\section*{Appendix: Converting time to length in the quartic chain at zero pressure}

The attempt in the second subsection is wrong on purpose. It obtains $\kappa\propto L$ for the quartic chain, where nonlinear fluctuating hydrodynamics gives $\kappa\propto L^{1/2}$. Its time-dependent input is sound, and it fails at one line, where time is converted to length.

\subsection*{Model, conventions and correct input}

The chain is classical, with mass $m$, spacing $a$, velocities $v_j$ and bond stretches $r_j$ measured from $a$:
\begin{equation}
H=\sum_j\Big[\tfrac12 m v_j^2+\tfrac14 g\,r_j^4\Big].
\label{eq:H}
\end{equation}
Stretch, momentum and site energy $e_j$ are locally conserved. Their linear combinations $\phi_\pm$ (sound, velocity $\pm c$) and $\phi_0$ (heat, velocity zero) are normalised to $\langle\phi_\alpha(x)\phi_\beta(x')\rangle=a\,\delta_{\alpha\beta}\,\delta(x-x')$ and obey
\begin{equation}
\partial_t\phi_\alpha+\partial_x\Big(c_\alpha\phi_\alpha+\sum_{\beta\gamma}G^\alpha_{\beta\gamma}\phi_\beta\phi_\gamma-D_\alpha\partial_x\phi_\alpha+\xi_\alpha\Big)=0 ,
\label{eq:nfh}
\end{equation}
with white noise $\xi_\alpha$. We write $\langle\phi_\alpha(x,t)\phi_\alpha(0,0)\rangle=a f_\alpha(x,t)$ with $\int f_\alpha\,dx=1$, and $\hat f(k)=\int dx\,e^{-ikx}f(x)$. The conductivity of a chain of length $L=Na$ is $\kappa=JL/\Delta T$, with $J$ the energy passing a point per unit time, so that $\kappa$ has units of eV\,nm\,ps$^{-1}$\,K$^{-1}$.

For a generic potential $G^\pm_{\pm\pm}\neq0$. Each sound mode then follows a noisy Burgers equation in its own frame, and its peak has the KPZ scaling form with width $(\lambda_s t)^{2/3}$, where $\lambda_s=2\sqrt2\,|G^\pm_{\pm\pm}|\,a^{1/2}$; the heat peak is a L\'evy distribution of index $5/3$ and $\kappa\propto L^{1/3}$ (van Beijeren 2012, Spohn 2014). The chain \eqref{eq:H} at zero pressure is the exception. The tension $\tau(r,e)$ is odd in the mean stretch $r$ at fixed internal energy, so its quadratic part contains only $r\,\delta e$. The stretch current $-v$ is linear. Hence $G^\pm_{\pm\pm}=G^\pm_{00}=0$. The surviving couplings join modes of different velocity, whose peaks separate, and they only renormalise the damping. Sound is diffusive:
\begin{equation}
f_\pm(x,t)=(4\pi Dt)^{-1/2}\exp\!\big[-(x\mp ct)^2/4Dt\big].
\label{eq:gauss}
\end{equation}

The static averages follow from the weight $e^{-y^4/4}$ with $r=(k_BT/g)^{1/4}y$. One has $\mu_2\equiv\langle y^2\rangle=2\Gamma(3/4)/\Gamma(1/4)=0.6760$, and integration by parts gives $\langle y^4\rangle=1$ and $\langle y^8\rangle=5$. Therefore $\sigma_r^2=\langle r^2\rangle=\mu_2(k_BT/g)^{1/2}$, $\sigma_v^2=k_BT/m$, and the energy variance per site is $c_v(k_BT)^2$ with $c_v=\tfrac12+\tfrac{5-1}{16}=\tfrac34$. To linear order $\tau=k_BT\,r/\sigma_r^2$, with no term in $\delta e$, so the adiabatic and isothermal sound speeds coincide. From $\partial_t r=a\,\partial_x v$ and $m\,\partial_t v=a\,\partial_x\tau$,
\begin{equation}
c=a\,\frac{\sigma_v}{\sigma_r},\qquad
\phi_\pm=\frac{1}{\sqrt2}\Big(\frac{v}{\sigma_v}\mp\frac{r}{\sigma_r}\Big),\qquad
\phi_0=\frac{\delta e}{k_BT\sqrt{c_v}} .
\end{equation}
The energy current is the power $j=-\tau v$, which to quadratic order is
\begin{equation}
j=\frac{k_BT\,c}{2a}\,\big(\phi_+^2-\phi_-^2\big),\qquad
G^0_{\pm\pm}=\pm\frac{c}{2\sqrt{c_v}}=\pm\frac{c}{\sqrt3}.
\label{eq:j}
\end{equation}
Gaussian factorisation gives $\langle\phi_\pm^2(x,t);\phi_\pm^2(0,0)\rangle=2a^2f_\pm^2$, and $\int f_\pm^2\,dx=(8\pi Dt)^{-1/2}$. At zero pressure and zero mean momentum the current has no projection on the conserved fields, and the Green--Kubo integral of the infinite chain, stopped at time $t$, has the long-time form
\begin{equation}
\kappa(t)=\frac{1}{k_BT^2}\int_0^t\!ds\!\int\!dx\,\langle j(x,s)j(0,0)\rangle
=k_Bc^2\!\int_0^t\!\frac{ds}{\sqrt{8\pi Ds}}
=k_Bc^2\sqrt{\frac{t}{2\pi D}} .
\label{eq:kt}
\end{equation}

For numbers we take as given model inputs $m=100$\,u, $g=10$\,eV\,\AA$^{-4}$, $a=0.25$\,nm and $T=300$\,K, and carry results unrounded. Then $k_BT=25.85$\,meV, $\sigma_r=0.1854$\,\AA, $\sigma_v=1.579$\,\AA/ps, $c/a=8.52$\,ps$^{-1}$, $c=2.13$\,nm/ps and $k_Bc=0.1835$\,meV\,nm\,ps$^{-1}$\,K$^{-1}$. The zone-edge scale $2\hbar c/a=11.2$\,meV lies below $k_BT$. The damping $D$ does not follow from statics. Since $m$, $g$ and $T$ can be scaled out of the dynamics of \eqref{eq:H}, $D/ca$ is a pure number; we assume $D=ca=0.53$\,nm$^2$/ps as an order-one input and keep the dependence on $D$ explicit.

\subsection*{The wrong attempt}

The attempt argues as follows. The tail in \eqref{eq:kt} comes from the spreading of the sound peaks. A peak cannot be wider than the sample, so the tail ends when the root-mean-square width of \eqref{eq:gauss} reaches $L$:
\begin{equation}
\sqrt{2Dt_w}=L,\qquad t_w=\frac{L^2}{2D}\qquad\text{(wrong).}
\label{eq:tw}
\end{equation}
Inserting $t_w$ in \eqref{eq:kt} gives
\begin{equation}
\kappa_w=\frac{k_Bc^2L}{2\sqrt\pi\,D}\;\propto L\qquad\text{(wrong).}
\label{eq:kw}
\end{equation}
For $L=50$\,nm ($N=200$) this is $t_w=2.35\times10^3$\,ps and $\kappa_w=10$\,meV\,nm\,ps$^{-1}$\,K$^{-1}$.

\subsection*{The symptom}

Equation \eqref{eq:kw} describes a ballistic conductor: $J/\Delta T=\kappa_w/L=0.21$\,meV\,ps$^{-1}$\,K$^{-1}$ at every length. A classical harmonic chain with the same $c$ and $a$, with $\omega=(2c/a)|\sin(ka/2)|$ and perfect transmission, has $J/\Delta T=k_B\int d\omega/2\pi=k_Bc/\pi a=0.23$\,meV\,ps$^{-1}$\,K$^{-1}$. The ratio of the two is $(\sqrt\pi/2)(ca/D)=0.89$. A chain with no harmonic term at all would thus conduct at any length almost like one without scattering, and better than it for $D<0.89\,ca$.

The sharper symptom is internal, since the same couplings fix the heat peak. In mode-coupling form
\begin{equation}
\partial_t\hat f_0(k,t)=-k^2\!\int_0^t\!ds\,\hat M(k,s)\,\hat f_0(k,t-s),\qquad
\hat M=4a\,(G^0_{++})^2\,\frac{\cos(cks)\,e^{-Dk^2s/2}}{\sqrt{8\pi Ds}},
\label{eq:mc}
\end{equation}
where $\hat M$ is the transform of $2a\sum_\pm(G^0_{\pm\pm})^2f_\pm^2$ and the regular term $-D_0k^2\hat f_0$ is dropped. The cosine cuts the integral at $s\sim1/c|k|$. There the exponent of the damping factor is of order $D|k|/c$, which vanishes as $k\to0$, and $\hat f_0$ has hardly changed. With $\int_0^\infty s^{-1/2}\cos(cks)\,ds=(\pi/2c|k|)^{1/2}$,
\begin{equation}
\hat f_0=e^{-\lambda_h|k|^{3/2}t},\qquad
\lambda_h=\frac{a\,(G^0_{++})^2}{\sqrt{Dc}}=\frac{a\,c^{3/2}}{3\sqrt D},
\label{eq:levy}
\end{equation}
a symmetric L\'evy distribution of index $3/2$ with $\lambda_h=0.355$\,nm$^{3/2}$/ps. Writing the decay rate as $\kappa(k)k^2$ divided by the heat capacity per length $c_vk_B/a$,
\begin{equation}
\kappa(k)=\frac{k_Bc^{3/2}}{4\sqrt{D|k|}} .
\label{eq:kk}
\end{equation}
A temperature modulation of wavelength of order $L$ therefore relaxes with $\kappa\propto L^{1/2}$. A conductivity proportional to $L$ would need $\kappa(k)\propto|k|^{-1}$, that is a heat peak of index $1$ spreading in proportion to $t$. The attempt contradicts the theory it starts from.

\subsection*{The faulty line}

The faulty line is \eqref{eq:tw}. The width measures spreading in the frame that moves with the peak, whereas the sample and its baths are at rest. The integral over all $x$ in \eqref{eq:kt} hides the drift, because $\int f_\pm^2\,dx$ does not depend on where the peak sits; this is why $c$ is absent from the exponent of the tail and is easily forgotten. At $t_w$ the peak centre has moved $ct_w=L\,(cL/2D)$, which is $100$ sample lengths for $L=50$\,nm. By then the pulse has been absorbed in a bath, or it has been reflected many times, each reflection reversing the energy current it carries. In \eqref{eq:mc} the two candidate times stand side by side, $1/c|k|$ in the cosine and $2/Dk^2$ in the exponential, and the shorter one decides.

The time $L^2/D$ does govern a different quantity. On a closed ring with total stretch and momentum fixed at zero, no pulse leaves or turns round. In the same diffusive approximation $\int f^2dx$ becomes $L^{-1}\sum_{k\neq0}e^{-2Dk^2t}$ with $k=2\pi n/L$, and its integral over all time gives $k_Bc^2L/24D$. This is linear in $L$, but it is the current memory of an isolated ring, and no temperature difference is defined in it.

\subsection*{The mended calculation}

The correlation contributes while the peak is inside the sample, so the cut-off is the transit time:
\begin{equation}
t_c=\frac Lc,\qquad
\kappa_c=\kappa(t_c)=k_Bc\,\sqrt{\frac{cL}{2\pi D}}\;\propto L^{1/2}.
\label{eq:kc}
\end{equation}
At $t_c$ the width is $(2DL/c)^{1/2}=5.0$\,nm for $L=50$\,nm, a tenth of the sample, so the peak may be treated as sharp.

The cut-off fixes the exponent, while the prefactor depends on the ends. For ends that absorb sound without reflection it can be worked out. Restricting both points of the correlation to $[0,L]$ weights the integrand of \eqref{eq:kt} by $1-cs/L$ and gives $\tfrac23\kappa_c$, which would be the conductivity for a uniform gradient. The true profile is not linear. The real-space form of \eqref{eq:kk}, confined to the sample, is
\begin{equation}
J(x)=-\frac{k_Bc^{3/2}}{4\sqrt{2\pi D}}\int_0^L\frac{T'(x')}{|x-x'|^{1/2}}\,dx' ,
\label{eq:nl}
\end{equation}
since the transform of $|x|^{-1/2}$ is $(2\pi/|k|)^{1/2}$. A steady state needs $J$ independent of $x$. This holds for $T'=-A\,[x'(L-x')]^{-1/4}$, for which the integral equals $-A\pi\sqrt2$ at every $x$ in the sample; at $x=0$ it is the beta function $B(\tfrac14,\tfrac34)=\pi\sqrt2$. The temperature drop is $\Delta T=A\,L^{1/2}B(\tfrac34,\tfrac34)$ with $B(\tfrac34,\tfrac34)=1.694$, so that
\begin{equation}
\kappa_{\rm abs}=\frac{\pi\sqrt2}{4B(\tfrac34,\tfrac34)}\,\kappa_c=0.656\,\kappa_c .
\label{eq:kabs}
\end{equation}
Reflecting ends add image terms of alternating sign to the kernel, at distances set by $L$. They alter this number and leave the power $L^{1/2}$ as it is.

The bookkeeping is general. If the sound width grows as $t^{1/z}$, then $\int f_\pm^2\,dx\propto t^{-1/z}$ and $\kappa(t)\propto t^{1-1/z}$. The transit time gives $\kappa\propto L^{1-1/z}$, and the cosine integral gives a heat peak of index $1+1/z$. For $z=3/2$ these are $L^{1/3}$ and $5/3$; for $z=2$ they are $L^{1/2}$ and $3/2$. The width rule $t\propto L^z$ gives $L^{z-1}$ instead, which is $L$ for the quartic chain and $L^{1/2}$ for the KPZ class. The slip thus hands a generic chain the exponent that belongs to the even potential at zero pressure.

\subsection*{Size of the error}

Because $\kappa(t)\propto t^{1/2}$,
\begin{equation}
\frac{\kappa_w}{\kappa_c}=\sqrt{\frac{t_w}{t_c}}=\sqrt{\frac{cL}{2D}},
\end{equation}
which is $(N/2)^{1/2}$ for $D=ca$. In the table times are in ps and conductivities in meV\,nm\,ps$^{-1}$\,K$^{-1}$.

\begin{center}
\begin{tabular}{rrrrrrrrr}
$L$ (nm) & $N$ & $t_c$ & $t_w$ & $\kappa_w$ & $\kappa_c$ & $\kappa_{\rm abs}$ & $\kappa_w/\kappa_c$ & $\kappa_w/\kappa_{\rm abs}$\\ \hline
50 & 200 & 23.5 & $2.35\times10^3$ & 10 & 1.0 & 0.68 & 10 & 15\\
500 & 2000 & 235 & $2.35\times10^5$ & $1.0\times10^2$ & 3.3 & 2.1 & 32 & 48\\
5000 & 20000 & $2.35\times10^3$ & $2.35\times10^7$ & $1.0\times10^3$ & 10 & 6.8 & 100 & $1.5\times10^2$\\
\end{tabular}
\end{center}

The overestimate is one to two orders of magnitude over this range and grows without bound as $L^{1/2}$. It varies as $D^{-1/2}$, so halving the assumed $D$ raises it by a factor $1.4$; it does not depend on $T$, $g$ or $m$ at fixed $N$. Using the width of the heat peak is the same slip in milder form: $(\lambda_ht)^{2/3}=L$ gives $\kappa\propto L^{3/4}$ and an overestimate of $\kappa_c$ by $(c/\lambda_h)^{1/2}L^{1/4}=\sqrt3\,N^{1/4}$, which is $6.5$ at $50$\,nm and $21$ at $5000$\,nm.

Two neglected terms bound the precision of the mended values. The regular part of the conductivity is $c_vk_BD_0/a$. If $D_0$ is of order $ca$ this is $0.14$ in the units of the table, $20\%$ of $\kappa_{\rm abs}$ at $50$\,nm and $2\%$ at $5000$\,nm, so the entries of the first row are leading-order values good to no better than that.

The second is the cubic self-coupling of sound, which is marginal because $\int f_\pm^3\,dx=(4\sqrt3\,\pi Dt)^{-1}$. Its strength follows from the isentrope. In units $g=k_B=1$, with unperturbed temperature $1$, let $\theta$ be the temperature, $h=\tau\theta^{-3/4}$ and $\mu_4=1-3\mu_2^2$ the fourth cumulant of $y$. The partition function per site is proportional to $\theta^{3/4}\exp(\mu_2h^2/2+\mu_4h^4/24)$, so the entropy is $\tfrac34\ln\theta-\tfrac14\mu_2h^2$ plus a constant to order $h^2$, and $\ln\theta=\mu_2h^2/3$ on the isentrope. With $r=\theta^{1/4}(\mu_2h+\mu_4h^3/6)$, the local speed, proportional to $(d\tau/dr)^{1/2}$, is $c\,[1+(\mu_2^2-\mu_4)h^2/4\mu_2]$. In a pure right-moving wave $h^2=\phi_+^2/2\mu_2$, so the speed is $c(1+\eta\phi_+^2)$ with $\eta=\tfrac12-1/8\mu_2^2=0.226$, and the current gains the term $(\eta c/3)\phi_+^3$. To lowest order its correlation is $6(\eta c/3)^2a^3f_+^3$, which adds
\begin{equation}
\frac{\delta D}{D}=\frac{\eta^2}{6\sqrt3\,\pi}\Big(\frac{ca}{D}\Big)^2\ln\frac{t}{t_0}=1.6\times10^{-3}\ln\frac{t}{t_0}
\end{equation}
for $D=ca$. With $t_0=a/c$ and $t=t_c$ the logarithm is $\ln N=9.9$ for the longest chain, and $\delta D/D=1.6\%$. Both corrections, and the end-dependent factor $0.656$, are small beside the factor $(cL/2D)^{1/2}$ that separates \eqref{eq:kw} from \eqref{eq:kc}.